**Student:** My Wannier Hamiltonian for the $t_{2g}$ conduction bands of cubic SrTiO₃ has hundreds of hoppings of a meV or two. If I cut them, which way does the heavy mass move, and how far? The bands are over 2 eV wide, so I'd guess nowhere.

**Lecturer:** For energies you are right. Take orthonormal Wannier functions and $H(\mathbf k)=\sum_{\mathbf R}H(\mathbf R)e^{i\mathbf k\cdot\mathbf R}$. Drop a set $D$ that contains $-\mathbf R$ with every $\mathbf R$, so that the change $\Delta H(\mathbf k)$ is Hermitian. Every Rayleigh quotient moves by at most the spectral norm $\|\Delta H\|$, and the min-max principle passes this on to the eigenvalues, counted in ascending order. That is Weyl's inequality, and with the triangle inequality

$$|\Delta E_n(\mathbf k)|\le\sum_{\mathbf R\in D}\|H(\mathbf R)\|.$$

For a band made of one uncoupled orbital, $H(\mathbf R)$ is a number, $E(\mathbf k)=H(\mathbf k)$, and each derivative brings down $iR_a$:

$$\hbar v_a=i\sum_{\mathbf R}R_aH(\mathbf R)e^{i\mathbf k_0\cdot\mathbf R},\qquad \hbar^2(m^{-1})_{ab}=-\sum_{\mathbf R}R_aR_bH(\mathbf R)e^{i\mathbf k_0\cdot\mathbf R}.$$

At fixed $\mathbf k_0$ the truncation errors of $\hbar v_a$ and $\hbar^2(m^{-1})_{ab}$ are bounded by $\sum_D|R_a||H|$ and $\sum_D|R_aR_b||H|$.

**Student:** But three bands meet at Γ. Nothing is uncoupled.

**Lecturer:** On the $k_z$ axis, without spin-orbit coupling, a fourfold rotation gives $d_{xy}$ a factor $-1$ and turns $d_{xz}$, $d_{yz}$ into each other, so $xy$ cannot mix with them. Its diagonal element is the band. Take a model for $xy$, in meV, with $\mathbf R$ in units of $a$:

| $\mathbf R$ | vectors | $H$ |
|---|---|---|
| (100), (010) | 4 | −277 |
| (001), δ-type | 2 | −31 |
| (110) | 4 | −76 |
| (200), (020), (002) | 6 | −2 |
| (101), (011) | 8 | +1 |

The first three rows are typical Wannier values. The last two are assumed, and chosen so that the heavy mass lands where bare-band calculations typically put it. The other orbitals follow by cubic symmetry, and I set interorbital hoppings to zero. With the compiled $a=3.905$ Å (Zhang 2017), $\hbar^2/m_ea^2=499.7$ meV. Define the curvature $A=\hbar^2/ma^2$. At Γ,

$$A_h=2(31)+2\cdot2^2(2)-8(1)=70\ \text{meV},$$
$$A_l=2(277)+4(76)+2\cdot2^2(2)-4(1)=870\ \text{meV}$$

along $z$ and $x$, so $m_h=7.1\,m_e$ and $m_l=0.574\,m_e$. The large hoppings have $R_z=0$ and no weight in $A_h$. First change: pull the cutoff radius just inside $2a$. Reason before you compute.

**Student:** Six vectors go, each carrying $-2$ meV times the unit matrix, so no band moves by more than 12 meV. A negative hopping adds positive curvature at Γ, so removing it makes the band heavier. Two meV against 31, so a few per cent?

**Lecturer:** Right sign, wrong size. Only $(00\pm2)$ matter along $z$, and they weigh $2^2$. The bound is 16 meV, and it is reached, because both terms have the same sign at Γ. So $A_h$ falls to 54 meV and $m_h$ rises to $9.3\,m_e$, by 30 %. The $xy$ band spans 2340 meV from Γ to R, so the energy bound is 0.5 % of it. The light curvature loses the same 16 meV out of 870, which gives $0.585\,m_e$, a rise of 1.9 %.

**Student:** I would have caught that by comparing bands at Γ and X.

**Lecturer:** You would not. With $\theta=k_za$, the full band on the axis is

$$E=\text{const}-54\cos\theta-4\cos2\theta\ \ \text{meV}.$$

The second harmonic is equal at $\theta=0$ and $\pi$, so the Γ–X width stays 108 meV. Second change: keep the radius and discard all elements below 1.5 meV.

**Student:** That removes the eight $+1$ meV terms. Positive hoppings oppose the δ-type one, so the band gets lighter. They have $|R_z|=a$, so no extra weight, but there are eight, and $A_h$ goes to 78 meV.

**Lecturer:** Yes: $6.4\,m_e$, down 10 %. For Weyl's sum count matrices. Each of the twelve face-diagonal vectors loses two diagonal elements of 1 meV, a matrix of norm 1 meV, so the bound is 12 meV again. The energy bound is the same and the mass moves the other way. Now make both cuts.

**Student:** They partly cancel: $A_h=62$ meV, pure δ-type, $8.1\,m_e$, up 13 %. The bound is 24 meV and the true change only 8. Isn't the bound useless then?

**Lecturer:** It ignores signs, which is its price and its use. Knowing only the magnitudes you dropped, you can state that the full curvature lies in $62\pm24$ meV, hence that $m_h$ lies between 5.8 and $13\,m_e$. The interval is lopsided because the bound is on $1/m$, and it has no upper end once the bound reaches the truncated curvature. Here are the three cuts:

| dropped | energy bound (meV) | bound on $\Delta A_h$ (meV) | $\Delta A_h$ (meV) | $m_h/m_e$ | change |
|---|---|---|---|---|---|
| shell at $2a$ | 12 | 16 | −16 | 9.3 | +30 % |
| $+1$ meV terms | 12 | 8 | +8 | 6.4 | −10 % |
| both | 24 | 24 | −8 | 8.1 | +13 % |

**Student:** Is "negative hopping dropped, band heavier" true everywhere in the zone?

**Lecturer:** No, the phase decides. Repeat the first cut but move $\mathbf k_0$ along the axis. Where does the hop $(002)$ stop mattering for the curvature?

**Student:** Its phase is $2\theta$, so $\Delta A_h=-16\cos2\theta$ meV. It vanishes at $\theta=\pi/4$ and is positive between $\pi/4$ and $3\pi/4$. The velocity goes with $\sin2\theta$, so its error peaks where the curvature error vanishes.

**Lecturer:** The velocity bound is $2\cdot2a\cdot2$ meV $=8$ meV$\cdot a$. At $\theta=\pi/4$, $\hbar v_z/a=54\sin\theta+8\sin2\theta=46.2$ meV drops to 38.2 meV, that is from $2.7\times10^4$ to $2.3\times10^4$ m/s, down 17 %.

**Student:** And beyond $2a$? Wannier hoppings decay exponentially, so the rest must be nothing.

**Lecturer:** Give the full model a tail, $H(00n)=-31\,q^{|n|-1}$ meV with $q=2/31$, which continues the two values we have. All terms are negative, so the model cut at $2a$ is too heavy. The terms with $|n|\ge3$ give

$$\sum|H|=\frac{62\,q^2}{1-q}=0.28\ \text{meV},$$
$$\sum n^2|H|=62\left[\frac{1+q}{(1-q)^3}-1-4q\right]=2.6\ \text{meV}.$$

The mass with the tail is $6.9\,m_e$, and the cut one is 3.7 % above it. Exponential decay beats $n^2$ in the end, but you must converge the second moment itself.

**Student:** You slipped spin-orbit coupling past me. It mixes the orbitals.

**Lecturer:** It does, and it is not small here. The splitting at Γ is typically about $\Delta=30$ meV, larger than any bound in the table and 28 % of the heavy width. Switch it on as the last change. In the $t_{2g}$ shell it acts as $-\lambda\,\mathbf l\cdot\mathbf s$ with effective $l=1$, $\mathbf s$ in units of $\hbar$, and $\Delta=3\lambda/2$, so $\lambda=20$ meV and the $j=3/2$ quartet lies lowest. Weyl's bounds survive unchanged, since the term is on-site and is kept. The scalar mass formula does not. What do you expect?

**Student:** The lowest state picks up light character, so it is much lighter, and a 16 meV cut matters less.

**Lecturer:** For $\mathbf k\parallel z$, $m_j$ is conserved, and $xy$ is the $m_l=0$ state. The pair $m_j=\pm1/2$ is $2/3$ $xy$ and $1/3$ $xz,yz$, and those two are light along $z$. Inversion removes terms linear in $k$, so to order $k^2$

$$A=\tfrac23A_h+\tfrac13A_l=337\ \text{meV},\qquad m=1.48\,m_e.$$

The cut at $2a$ takes 16 meV from both curvatures, hence from $A$, leaving 321 meV and $1.56\,m_e$. The rise is 5.0 % instead of 30 %. The δ-type curvature takes over only when the orbital splitting $(A_l-A_h)\theta^2/2$ exceeds $\Delta$, at $\theta\approx0.27$, under a tenth of the way to X.

**Student:** So may I quote $1.48\,m_e$ for SrTiO₃?

**Lecturer:** No, every mass here is the model's. As typical knowledge, the bare light mass is nearer $0.4\,m_e$, so the model's is about 1.4 times too heavy and its spin-orbit-mixed mass is too heavy as well, while coupling to polar phonons, absent here, makes real carriers some two to three times heavier than bare ones. For your own file, sum $R_z^2\,|H_{xy,xy}(\mathbf R)|$ over what you drop. Compare it with $A_ha^2$ if your states lie beyond the spin-orbit crossover. At the band bottom, take the same $2/3$ and $1/3$ mixture of the $xy$ and $xz$ sums and compare it with the mixed curvature.